Appendix. Worked problem: floor potential and ion deflection in a SiO₂ contact hole of aspect ratio 20

Statement

A cylindrical hole is partly etched into SiO₂. Mask, wall and floor are insulating, and oxide remains under the floor. All inputs in this list are assumed, illustrative values:

diameter d = 50 nm, depth including mask L = 1000 nm, aspect ratio A = L/d = 20
singly charged positive ions, current density J = 50 A/m², arriving uniformly in RF phase with energy ε = Emean + (ΔE/2) sin ωt at the top surface
Emean = 500 eV, ΔE = 400 eV, bias frequency 400 kHz
ion transverse temperature kTi = 0.20 eV (2.32×10³ K)
Maxwellian electrons, isotropic at the top surface, kTe = 3.0 eV (3.48×10⁴ K)
relative permittivity of SiO₂ εr = 3.9 (typical)
potential difference between opposite sides of the wall ΔVw = 1.0 V, uniform along the depth

The floor potential Vb is referred to the top surface. The wafer is capacitively coupled, so the cycle-averaged electron and ion fluxes through the mouth are equal. Particles that strike the wall stick, and secondary emission is neglected. Find (a) the line-of-sight electron fraction f_e, (b) Vb at zero net floor current, (c) the size of the effects left out of (b), and (d) the sideways deflection of a 700 eV ion.

Solution

(a) Electron shading. A particle that moves sideways by δ = u d during its descent reaches the floor only if its end point lies inside the circle. Averaged over entry points, the probability is the fractional overlap of two displaced discs,

g(u) = (2/π)[arccos u − u√(1 − u²)], 0 ≤ u ≤ 1.   (1)

A straight path at angle θ to the axis has u = A tan θ, and an isotropic gas gives the flux weight 2 sin θ cos θ dθ = 2A²u du/(A² + u²)². Integration of g with this weight yields

f_e = 1 + 2A² − 2A√(A² + 1),   (2)

which tends to 1/(4A²) at large A. For A = 20, f_e = 801 − 800.999376 = 6.24×10⁻⁴.

(b) Current balance. The floor first receives almost only ions and charges positive. The mouth area π(25 nm)² = 1.96×10³ nm² admits Ii = 9.8×10⁻¹⁴ A, or 6.1×10⁵ ions/s. For the order of the capacitance take a conducting disc of radius r = 25 nm in oxide, C = 8ε0εr r = 6.9×10⁻¹⁸ F. A potential of 700 V then needs 3.0×10⁴ elementary charges, delivered in about 0.05 s. This is far longer than the RF period of 2.5 µs, so Vb is steady and the balance is a cycle average.

Uniform phase gives the arcsine density between Emin = 300 eV and Emax = 700 eV,

p(ε) = 1/(π√[(ΔE/2)² − (ε − Emean)²]).

An axial ion reaches the floor if ε > eVb, and the integral of p above eVb is (1/π) arccos[(eVb − Emean)/(ΔE/2)]. Zero net current sets this fraction equal to f_e:

eVb = Emean + (ΔE/2) cos(π f_e).   (3)

Here π f_e = 1.96×10⁻³ rad, and Emax − eVb = (200 eV)[1 − cos(π f_e)] = 3.8×10⁻⁴ eV. Hence Vb = 700 V. The deficit has no physical meaning at this size, since any rounding of the upper edge of p exceeds it. The content of the result is that the floor rises to the bound Emax/e, above which no ion arrives. Equation (3) with line-of-sight f_e is therefore an upper estimate: a negatively charged mouth lowers f_e but cannot lift Vb past the bound. The response to a larger collected fraction f is slow at first:

f:        0.01   0.10   0.25   0.50   0.75
Vb (V):   700    690    641    500    359

(c) Neglected effects. Let the potential rise linearly with depth, an axial field of 700 V/1000 nm = 0.70 V/nm. Under uniform acceleration the transit time is 2L/(v0 + vf), with v0 and vf the axial speeds at mouth and floor. An electron starts nearly from rest and an ion near the threshold ends nearly at rest, so in both cases one speed is negligible and the other corresponds to W ≈ 700 eV. A transverse energy ε⊥ then gives u = 2A√(ε⊥/W). Averaging g over the two-dimensional Maxwellian exp(−ε⊥/kT) dε⊥/kT gives

η = 1 − e^(−x)[I₀(x) + I₁(x)],  x = W/(8A²kT),   (4)

with I₀ and I₁ modified Bessel functions.

Electrons: x = 700 eV/(8 × 400 × 3.0 eV) = 0.0729 and η_e = 0.035. The pull of the floor multiplies the line-of-sight fraction by 56.

Ions: x = 700 eV/(8 × 400 × 0.20 eV) = 1.09 and η_i = 0.35. About two thirds of the retarded ions end on the wall.

The balance becomes η_i × (fraction above eVb) = η_e, so f = η_e/η_i = 0.10 in Eq. (3) and Vb ≈ 690 V. The neglected entry speed raises η_e by the fraction 2√(πkTe/4W) = 0.12, and the residual ion speed raises η_i by a similar fraction, so the shift of 10 V is uncertain by a few volts. Trajectory corrections change f by two orders of magnitude and Vb by little more than one per cent.

Conduction can be much larger. With a wall resistance Rw from floor to top surface, the fraction above eVb must equal f_e + Vb/(Rw Ii) for axial ions. At Vb = 500 V that fraction is 1/2, f_e is negligible beside it, and Rw = 500 V/(0.5 × 9.8×10⁻¹⁴ A) = 1.0×10¹⁶ Ω. The wall is a strip of width πd and length L, so the sheet resistance is Rw πd/L = 1.6×10¹⁵ Ω per square. A wall film or plasma-induced conductivity at that level removes 200 V, and a lower resistance can carry Vb below Emin/e.

(d) Deflection. An ion of mass M and energy eV crosses the length L in t = L/v with v² = 2eV/M. A uniform transverse field E⊥ displaces it by eE⊥t²/(2M):

δ = E⊥L²/(4V),  exit angle ≈ E⊥L/(2V),   (5)

independent of mass. With E⊥ = ΔVw/d = 0.020 V/nm and V = 700 V, δ = (0.020 V/nm)(1000 nm)²/(2800 V) = 7.1 nm and the angle is 0.82°. An ion entering on the axis touches the wall at floor level when δ = d/2, that is for ΔVw = 2V/A² = 3.5 V.

Equation (5) assumes constant axial speed, which fails in a charged hole. With t = 2L/(v0 + vf),

δ = E⊥L²/[√V + √(V − Vb)]²,   (6)

which reduces to Eq. (5) at Vb = 0 and is four times larger at Vb = V. For Vb = 690 V the denominator is (√700 + √10)² V = 877 V, so δ = 23 nm, 3.2 times the unretarded value and close to the radius of 25 nm. The critical asymmetry falls to ΔVw = 877 V/(2A²) = 1.1 V, or 0.16 per cent of Vb.

Little charge is needed. A wall density σ0 cos φ, with φ the azimuth, on a long cylindrical cavity gives the potentials a ρ cos φ inside and a r² cos φ/ρ outside, ρ being the distance from the axis. The jump in the normal displacement field gives σ0 = ε0(1 + εr)a, and the field inside has magnitude E⊥ = a. For 0.020 V/nm, σ0 = 5.4×10⁻³ e/nm², and each half of the wall carries σ0 dL = 2.7×10² elementary charges, about one per cent of the floor charge in (b). An azimuthal imbalance of this kind, from uneven neighbours or random arrival, moves the landing spot off axis; if it persists while the floor advances, the hole twists. The axisymmetric part of the field near a positive floor pushes the slowed ions outward instead. Where the foot of the wall etches easily, as for silicon lines landing on oxide, this produces notching.

Result and limits

The model gives f_e = 6.24×10⁻⁴, Vb = 700 V as upper estimate (about 690 V with curved trajectories), and δ = 7.1 nm without and 23 nm with retardation. These numbers belong to the model and its assumed inputs. At 690 V only the fraction 0.035 of the ions would land, with at most 10 eV left. As typical knowledge and not as a measurement, oxide holes of this aspect ratio do continue to etch, and floor potentials at such ion energies are of order one to a few hundred volts, so the model is high by roughly a factor of two or more. Wall conduction and re-emission of electrons from the wall, both absent from Eq. (3), act in that direction. A lower Vb also moves δ from the retarded value toward that of Eq. (5).